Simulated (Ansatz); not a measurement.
**SiH4S (sulfanylsilane): methods side by side**

SiH4S: 6 atoms, total charge 0, spin state singlet. SMILES: `[SiH3]S`. Geometry: relaxed at PBE0-D4/def2-TZVP.

```xyz
6

Si   -0.1698   -0.2634   -0.4360
S     0.9073   -0.0126    1.3928
H    -1.6298   -0.0743   -0.2416
H     0.1086   -1.6583   -0.8525
H     0.2998    0.6812   -1.4811
H     0.5261    1.2633    1.5723
```

Quantity: the energy change with the S2–H6 bond stretched from 1.344 to 1.680 Å, in eV. The values are calculated.

| level | kind | program | value (eV) | less FCI/STO-3G | CPU time (all runs) |
| --- | --- | --- | --- | --- | --- |
| HF/STO-3G (restricted) | Hartree–Fock | Ansatz | 1.48 | +0.54 | 0.2 s |
| HSE06/STO-3G (restricted) | range-separated hybrid | Ansatz | 1.09 | +0.15 | 2.6 s |
| wB97M-V/STO-3G (restricted) | range-separated hybrid | Ansatz | 1.12 | +0.18 | 33 s |
| B2PLYP/STO-3G (restricted) | double hybrid | Ansatz | 1.09 | +0.15 | 2.6 s |
| RPA@PBE/STO-3G (restricted) | RPA | Ansatz | 0.88 | -0.06 | 3.1 s |
| CCSD(T)/STO-3G (restricted) | coupled cluster or CI | Ansatz | 0.95 | +0.01 | 0.28 s |
| CCSDT/STO-3G (restricted) | coupled cluster or CI | Ansatz | 0.95 | +0.01 | 0.4 s |
| FCI/STO-3G | exact in the basis | Ansatz | 0.94 | 0.00 | 3.7 s |

FCI/STO-3G is exact within its basis and frozen core, so for wave-function methods in that basis the difference is their error; functionals converge differently with the basis, so for them it is only a difference. The first shape isn't each level's own minimum. The values span 0.88 to 1.48 eV. All rows use very small basis sets, so even the best lies far from the true value. Times are those of the runs behind each value, whatever else they computed, on shared processors of several kinds: orders of magnitude only.

Stretching the S–H bond costs 1.48 eV in restricted Hartree–Fock but only 0.94 eV in full CI, so electron correlation lowers the price of the stretch by more than a third. As the bond lengthens, the σ and σ* orbitals approach each other in energy and the σ*² configuration gains weight. A single closed-shell determinant can't include it and keeps too much ionic character, with both electrons on the same fragment, so its energy climbs too steeply.

Both coupled-cluster levels come within 0.01 eV of full CI. Treating the triples iteratively rather than perturbatively makes no visible difference, which suggests that the stretched bond is still well described from a single reference. The minimal basis offers essentially only valence antibonding orbitals for correlation, so this agreement tests left–right correlation in the bond far more than short-range dynamic correlation. Nor does it carry over to full dissociation, where σ and σ* become nearly degenerate and perturbative triples on a restricted reference break down.
